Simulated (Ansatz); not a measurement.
C: the change of pressure with volume scale

Periodic Kohn-Sham DFT of a crystal at fixed atoms, scaled to volume_scale times the given cell; pressure positive in compression, energy less spherical unpolarised free atoms, largest_vzz the field gradient of largest size among the nuclei. The results are calculated, by Ansatz 0.2.0.

The cell before it is scaled or strained (space group Fd-3m, No. 227):
```
cell vectors (Å)
   0.0000     1.7834     1.7834
   1.7834     0.0000     1.7834
   1.7834     1.7834     0.0000
atoms (fractions of the cell vectors)
C   0.50000  0.50000  0.50000
C   0.75000  0.75000  0.75000
```

Settings of every row: method all-electron PAW; functional LDA; relativity scalar; k mesh 16x16x16; filling fermi-dirac; smearing width 0.03 eV; nucleus gaussian.

Atom start moment: 0 on all atoms.

Limits: cell far from its zero-pressure volume.

```
row  volume scale  V (Å³/atom)  pressure (GPa)
  1          0.94        5.332          16.132
  2          0.96        5.445           5.477
  3          0.98        5.559          -4.205
  4          0.99        5.615           -8.71
  5             1        5.672         -13.004
  6          1.01        5.729         -17.098
  7          1.02        5.786         -21.001
  8          1.04        5.899               ?
  9          1.06        6.012         -34.868
```

Question: what pressure should row 8 give?

Worked fit of pressure. Take u = (V_r/V)^(2/3) − 1 with V_r = 5.6435 Å³ an atom, which is twice the finite (Eulerian) strain; such expansions in the strain, on which the Birch-Murnaghan equation of state is built, carry the rest volume and the bulk modulus. The shown rows have u = 0.03858, 0.02416, 0.01011, 0.00338, -0.00335, -0.00997, -0.01649, -0.04129. Least squares give pressure = −10.8605 + 642.003 × u + 1477.47 × u² GPa; a straight line predicts inner rows, each left out in turn, worse (root mean square 0.71 against 0.038 GPa). The rows lie off it by 0.025, -0.036, 0.014, -0.036, -0.009, 0.016, 0.044, -0.018 (root mean square 0.027 GPa). The pressure vanishes at u = 0.0163, or V = 5.508 Å³ an atom, and there the bulk modulus at fixed shape and fractions is B = −V dP/dV = (2/3)(1 + u) dP/du = 468 GPa. The withheld row has u = -0.02909, so the fit gives −10.8605 + 642.003 × (-0.02909) + 1477.47 × (-0.02909)² = -28.286 GPa.

The calculation gave -28.267 GPa. The fit lies 0.019 GPa (0.037 % of the column's range) below it; its largest miss of a shown row is 0.044 GPa.
